**Question**

The table gives the radial density $D(r)=4\pi r^2 n(r)$ of Ti⁴⁺ ($Z=22$, 18 electrons), the charge per unit radius at distance $r$ from the nucleus, from Hartree-Fock without and with relativity. The last column is $R=D_\text{Dirac}/D_\text{non-rel.}$. The densities carry four figures, so a ratio formed from them is uncertain by up to 0.0001 to 0.0009, depending on the row (the rounding floor). The radii grow by a factor of about 1.42 per row, so maxima and minima are only bracketed. Both calculations lack correlation.

Radial electron density 4πr²n of the spherical Ti⁴⁺ ion (Z = 22, [Ar]) from all-electron Hartree-Fock at the basis-set limit, computed with the B-spline radial atomic code, version 1. The non-relativistic run uses a point nucleus and the four-component Dirac-Coulomb run a Fermi nucleus (rms radius 3.5921 fm); both are averaged over the nl configuration.

| r (bohr) | 4πr²n, non-rel. (electrons/bohr) | 4πr²n, Dirac (electrons/bohr) | Dirac / non-rel. |
| --- | --- | --- | --- |
| 0.000909 | 0.07117 | 0.07934 | 1.115 |
| 0.00129 | 0.1410 | 0.1557 | 1.105 |
| 0.00184 | 0.2799 | 0.3064 | 1.095 |
| 0.00262 | 0.5484 | 0.5948 | 1.085 |
| 0.00373 | 1.059 | 1.138 | 1.075 |
| 0.00530 | 1.995 | 2.125 | 1.065 |
| 0.00755 | 3.667 | 3.870 | 1.055 |
| 0.0107 | 6.415 | 6.709 | 1.046 |
| 0.0153 | 10.72 | 11.11 | 1.036 |
| 0.0217 | 16.32 | 16.76 | 1.027 |
| 0.0309 | 22.22 | 22.62 | 1.018 |
| 0.0440 | 25.84 | 26.07 | 1.009 |
| 0.0626 | 24.79 | 24.83 | 1.002 |
| 0.0891 | 20.67 | 20.67 | 1.000 |
| 0.127 | 20.20 | 20.34 | 1.007 |
| 0.180 | 25.81 | 26.00 | 1.008 |
| 0.257 | 27.26 | 27.27 | 1.000 |
| 0.365 | 16.91 | 16.78 | 0.993 |
| 0.520 | 7.781 | 7.767 | 0.998 |
| 0.740 | 9.020 | 9.062 | 1.005 |
| 1.05 | 8.350 | 8.325 | 0.997 |
| 1.50 | 3.004 | 2.976 | 0.991 |
| 2.13 | 0.3572 | 0.3525 | 0.987 |
| 3.03 | 0.009622 | 0.009473 | 0.985 |

(a) Derive a law without parameters for $R$ near the nucleus and evaluate it at the first radius.

(b) Find the rows that leave this law and size the departures.

(c) Name their cause, and test it.

(d) Account for the behaviour of $R$ in the last rows.

**Model answer**

Four-decimal values of $R$ are quotients of the two rounded density columns; the last column of the table can differ from them by one unit in its third decimal (1.008 against 1.0074 at 0.180 bohr), which is within the rounding floor. Residuals for each row are in the output of the program that follows this text.

*(a) The smooth law.* Near the nucleus most of the density is 1s. For a point charge $Z$ the Schrödinger 1s function gives $D=\tfrac12(2Z)^3r^2e^{-2Zr}$. In the Dirac equation the Coulomb term enters the indicial equation at the origin, and the radial functions start as $r^{\gamma}$ with $\gamma=\sqrt{1-(Z\alpha)^2}$, where $\alpha$ is the fine-structure constant. The normalised density is $(2Z)^{2\gamma+1}r^{2\gamma}e^{-2Zr}/\Gamma(2\gamma+1)$. The exponentials cancel in the quotient:

$$R_A=\frac{2\,(2Zr)^{2\gamma-2}}{\Gamma(2\gamma+1)}=\left(\frac{r}{r_0}\right)^{2\gamma-2}.$$

With $Z\alpha=0.1605$, $\gamma=0.98703$ and $2\gamma-2=-0.02594$, and the gamma function puts the crossing of unity at $r_0=0.0569$ bohr. At $r=0.000909$ bohr, $r/r_0=0.01598$, its logarithm is $-4.137$, the product with $-0.02594$ is $0.1073$, and $R_A=e^{0.1073}=1.1133$. The table gives $0.07934/0.07117=1.1148$. Nothing was fitted in this estimate. A separate straight-line fit of $\ln R$ against $\ln r$ over the eight rows below 0.012 bohr gives the exponent $-0.0258$, against $-0.0259$ from theory.

*(b) The breaks.* In the twelve rows up to 0.0440 bohr, $R$ falls at every step and lies above $R_A$ by 0.0010 to 0.0022, a small offset that exceeds the floor in each row. From there $R-R_A$ climbs like a staircase. It goes 0.004, 0.012, 0.028, 0.037 from 0.0626 to 0.180 bohr, rests at 0.039 in the next two rows, jumps to 0.054 and 0.069 at 0.520 and 0.740 bohr, and then grows slowly to about 0.08. Outside the K shell $R_A$ serves only as a ruler, since the 1s electrons no longer make the density there. The plainer measure is the rise of $R$ itself, which a power law with a negative exponent forbids. $R$ rises by 0.0074 from the minimum at 0.0891 to 0.180 bohr and by 0.0123 from the minimum at 0.365 to 0.740 bohr, 8 and 18 times the combined floor of the two rows. The rows at 0.127 and 0.180 bohr (1.0069 and 1.0074) are equal within the floor of these quotients; the last column of the table (1.007 and 1.008) puts 0.180 bohr slightly higher, and the grid brackets the first maximum only between 0.127 and 0.257 bohr.

*(c) The cause.* Let a shell shrink uniformly by a small fraction $\varepsilon$. Its charge is conserved, so $D(r)\to sD(sr)$ with $s=1+\varepsilon$. To first order $\delta D=\varepsilon(D+r\,dD/dr)$, that is

$$R-1=\varepsilon\,(1+S),\qquad S=\frac{d\ln D}{d\ln r}.$$

A contracting shell gains density wherever $S>-1$, on its inner flank and a little past its maximum, and loses it on the steep outer flank. In an atom with three shells the sequence of gain and loss is repeated: where the depleted tail of one shell gives way to the enriched inner flank of the next, $R$ turns up. The positions in the table fit this. The minima of $R$ (0.0891 and 0.365 bohr) come one row before the lowest rows of $D$ (0.127 and 0.520 bohr), and the maxima of $R$ fall in rows where $D$ is still rising, with spline slopes $S=+0.66$ and $+0.73$.

The size can be tested by solving for $\varepsilon=(R-1)/(1+S)$ in rows where $|1+S|>1$. In the L region this gives $0.0069/1.43=0.48\,\%$ at 0.127 bohr, $0.0074/1.66=0.45\,\%$ at 0.180 and $0.0077/1.31=0.59\,\%$ at 0.365. In the M region it gives $0.0047/1.73=0.27\,\%$ at 0.740 and $0.0093/3.37=0.28\,\%$ at 1.50 bohr. Further output of the same calculations has the mean radius of the L shell shrinking by 0.48 % and that of the M shell by 0.28 %, relative to the non-relativistic values. The wiggles thus have roughly the size that the contraction of each shell requires. The match is close in the M region and looser in the L region: the 0.59 % at 0.365 bohr exceeds 0.48 % by more than the rounding floor allows, and the row at 0.127 bohr is the minimum of $D$ between K and L, where the shells overlap, so its agreement counts for little. Since mean radii and densities come from the same orbitals, this is a check that the change is roughly a scaling of each shell; it does not say why the shells shrink.

That further output also shows how unequal the shrinkage is within a shell: 0.86 % for 2s, 0.94 % for 2p$_{1/2}$, 0.04 % for 2p$_{3/2}$, and 0.60, 0.58 and $-0.03\,\%$ for 3s, 3p$_{1/2}$ and 3p$_{3/2}$ (computed from rounded radii, so the last digit may be off by one). Theory supplies the reason. For hydrogen-like orbitals of the same $n$, the direct relativistic decrease of the mean radius, counted in bohr, depends only on $j$ and is largest for $j=\tfrac12$. Here too 2s and 2p$_{1/2}$ shrink by nearly the same length, 0.0028 and 0.0027 bohr. The contracted $j=\tfrac12$ electrons then screen the nucleus better, which pushes the other orbitals out and works against the weaker direct contraction of p$_{3/2}$. How much each part contributes is not separated by these runs. Half of the L and M electrons are p$_{3/2}$ and barely move, which is why each shell shrinks about half as much as its s orbital.

*(d) The tail.* $R$ keeps falling beyond 0.740 bohr but ever more slowly (0.997, 0.991, 0.987, 0.985), although $S$ steepens to about $-13$. The local $\varepsilon$ drops to $0.0132/6.97=0.19\,\%$ at 2.13 and $0.0155/11.74=0.13\,\%$ at 3.03 bohr. Far out an electron of orbital energy $E$ sees the charge $q=22-18+1=5$, and, once terms in $1/r^2$ are dropped, its radial function obeys $P''=(k^2-2q/r)P$ with $k=\sqrt{-2E}$. Inserting $P=r^{\nu}e^{-kr}$ and matching the $1/r$ terms gives $\nu=q/k$, so $D\propto r^{2q/k}e^{-2kr}$. In Hartree-Fock this holds strictly only for the least bound orbital: exchange couples the tails, and far enough out all orbitals decay with the highest occupied level, so the figures below for single orbitals are approximate. With the non-relativistic 3p energy ($k=2.7021$ bohr⁻¹) $\ln D$ changes by $-3.560$ between the last two rows, against $-3.614$ in the table. The 3s energy would give $-4.417$, so the tail belongs mostly to 3p. In the Dirac run 3p$_{1/2}$ is more bound ($k=2.7102$) and 3p$_{3/2}$ slightly less bound ($k=2.6997$) than the non-relativistic 3p. Alone they would change $\ln R$ by $-0.0184$ and $+0.0056$, and weighted by their electrons they give $(2\times(-0.0184)+4\times0.0056)/6=-0.0024$. The table gives $-0.0024$ with a floor of 0.0004. The agreement to the last digit is closer than one pair of rows and the assumption of equal amplitude per electron deserve, but a tail set by 3p$_{1/2}$ alone or by 3s ($-0.0242$) is excluded.

**Remarks on the reasoning**

Charge conservation is not a sufficient answer to (c). It demands only that $R$ cross unity at least once, whereas the table crosses at or just after 0.257 (where $R$ is unity within rounding), after 0.520 and after 0.740 bohr and touches unity at 0.0891. A coarse integral of the difference puts at most 0.035 extra electrons inside a sphere, reached at 0.257 bohr, and returns to $-0.001$ at the last row.

One contraction for the whole ion is only a partial answer. Fitted to the twelve rows beyond 0.06 bohr it gives $\varepsilon=0.17\,\%$ and lowers the rms of $R-1$ from 0.0076 to 0.0031. The steep tail rows pull the constant down, so the L wiggle comes out too small (residuals $+0.0046$ at 0.127 and 0.180, $-0.0055$ at 0.365 bohr) and the tail still falls too fast ($-0.0081$ against $-0.0024$). The inner rows were left out because $r^{2\gamma}$ is a change of shape, and there the formula misses by up to 0.11. The scaling formula is also unreliable where $1+S$ is small or two shells overlap, at 0.0626, 0.0891, 0.257, 0.520 and 1.05 bohr: the slope comes from a coarse grid, and a single $\varepsilon$ has no meaning between shells.

A more detailed model does worse. Hydrogen-like subshells matched to the computed mean radii, with nothing fitted, leave an rms residual of 0.0082 beyond 0.06 bohr, no better than setting $R=1$, with misses of 0.017 at 0.520 and 3.03 bohr. The model hands 99 % of the density at 0.520 bohr to the L shell and uses one effective charge per orbital, so misplaced shell boundaries and too fast a tail are the likely faults. It gives no support to the explanation, which rests on the slopes of the actual density.

The inner offset of 0.0015 has a candidate of the right size. In the further output the density at the nucleus rises by a factor of $3816.9/3244.7=1.1764$ for 1s but by $340.4/283.4=1.201$ for 2s, and the total by 1.1790, which is 0.2 % above the 1s figure. Screening of the 1s function may add to or subtract from this, and the runs do not separate the two.

The finite nucleus causes no visible break, because the first row lies at 13.4 times its rms radius of $6.79\times10^{-5}$ bohr. A break must come further in, where $R$ levels off near 1.179 (a value that uses the Dirac density averaged over the nucleus); the fitted power law, extrapolated, reaches that value near $10^{-4}$ bohr.

For a neighbouring ion with the same configuration, theory suggests the same two rises, moved inward as $Z$ grows and scaled roughly as $(Z\alpha)^2$, like the inner exponent. An occupied 4s shell should add a third rise, and a d shell, which the extra screening tends to expand, should work against the pattern where it dominates. One more turn is expected but not seen in the table. The 3p$_{3/2}$ function decays more slowly than the non-relativistic 3p, so the asymptotic law makes $R$ pass through a minimum and rise again, but $R$ is still lower at 3.03 than at 2.13 bohr, and the turn should lie far outside the table: the values of $k$ for 3p$_{1/2}$ and 3p$_{3/2}$ differ by only about 0.01 bohr⁻¹, so the share of 3p$_{1/2}$ in the tail fades very slowly.

Printed output of the fit:

```
Za=0.1605 gamma=0.98703 2g-2=-0.02594; fitted exponent (r<0.012)=-0.02582
A crosses 1 at r=0.0569 bohr; mean R-A (r<0.012)=0.0015
contact ratio=1.1790, met by fit at r=1.03e-04; rms=6.79e-05 bohr; r1/rms=13.4
cusp check D_nr/(4pi r^2 n0 exp(-2Zr)), rows 1-6: [1.     1.0004 1.     1.0001 1.0005 1.0003]
<r> shrink % 1s 2s 2p1/2 2p3/2 3s 3p1/2 3p3/2: [0.84, 0.86, 0.94, 0.04, 0.6, 0.58, -0.03]
<r> shrink % K L M: [0.84, 0.48, 0.28]
1s exponent from <r>: non-rel 21.391, Dirac form 21.385 /bohr; B eps=0.167 %
r/bohr  R=Dd/Dn  then x1000: R-1 floor R-A R-B R-C | dlnD/dlnr | main shell in C
0.000909 1.1148 +114.8 0.1 +1.5 +109.9 +9.0 | +1.96 | K 92%
0.00129 1.1043 +104.3 0.7 +1.0 +99.3 +7.7 | +1.94 | K 92%
0.00184 1.0947 +94.7 0.3 +1.6 +89.8 +7.4 | +1.92 | K 92%
0.00262 1.0846 +84.6 0.2 +1.5 +79.8 +6.5 | +1.89 | K 92%
0.00373 1.0746 +74.6 0.9 +1.4 +69.9 +5.6 | +1.84 | K 92%
0.0053 1.0652 +65.2 0.5 +1.7 +60.5 +5.2 | +1.77 | K 91%
0.00755 1.0554 +55.4 0.3 +1.6 +50.9 +4.3 | +1.67 | K 91%
0.0107 1.0458 +45.8 0.2 +1.5 +41.6 +3.5 | +1.53 | K 91%
0.0153 1.0364 +36.4 0.9 +1.7 +32.5 +3.0 | +1.33 | K 91%
0.0217 1.0270 +27.0 0.6 +1.6 +23.5 +2.3 | +1.06 | K 91%
0.0309 1.0180 +18.0 0.4 +2.0 +15.2 +2.0 | +0.67 | K 90%
0.044 1.0089 +8.9 0.4 +2.2 +7.0 +1.6 | +0.17 | K 88%
0.0626 1.0016 +1.6 0.4 +4.1 +0.6 +2.4 | -0.41 | K 84%
0.0891 1.0000 +0.0 0.5 +11.6 -0.9 +5.2 | -0.44 | K 69%
0.127 1.0069 +6.9 0.5 +27.5 +4.6 +4.5 | +0.43 | L 63%
0.18 1.0074 +7.4 0.4 +36.8 +4.6 -2.2 | +0.66 | L 86%
0.257 1.0004 +0.4 0.4 +38.7 -0.5 -4.6 | -0.50 | L 87%
0.365 0.9923 -7.7 0.6 +39.4 -5.5 -1.8 | -2.31 | L 89%
0.52 0.9982 -1.8 0.1 +54.0 -1.9 +17.1 | -0.94 | L 99%
0.74 1.0047 +4.7 0.1 +69.0 +1.8 -6.9 | +0.73 | M 93%
1.05 0.9970 -3.0 0.1 +69.8 -2.3 -2.6 | -1.40 | M 100%
1.5 0.9907 -9.3 0.3 +72.1 -3.7 +2.9 | -4.37 | M 100%
2.13 0.9868 -13.2 0.3 +76.5 -1.5 +9.2 | -7.97 | M 100%
3.03 0.9845 -15.5 0.1 +82.5 +4.1 +17.0 | -12.74 | M 100%
rms x1000 r>0.06: R-1 7.6, A 54.6, B 3.1, C 8.2
rms x1000 0.06-1.6: R-1 5.3, A 48.0, B 3.2, C 6.6
worst row r: A, B, C (r>0.06): [3.03, 0.365, 0.52]
ratio minima r: [0.0891 0.365 ] maxima r: [0.18 0.74] | D_nr maxima: [0.044 0.257 0.74 ] minima: [0.127 0.52 ]
rises min->max: ['0.0074 (8 floors)', '0.0123 (18 floors)']
kappa /bohr 3p, 3p1/2, 3p3/2, 3s nr, 3s Dirac: [2.7021 2.7102 2.6997 3.0882 3.0993]
tail ln D_nr change 2.13->3.03: table -3.614, 3p law -3.560, 3s law -4.417
tail ln ratio change: table -0.0024 (floor 0.0004), 3p 2:4 mix -0.0024
  3p1/2 only -0.0184, 3p3/2 only 0.0056, 3s -0.0242, B -0.0081
coarse integrals: N_nr=17.99 e; extra Dirac charge inside r: max 0.035 at 0.257, min(r>0.06) -0.001, end -0.001 e
```
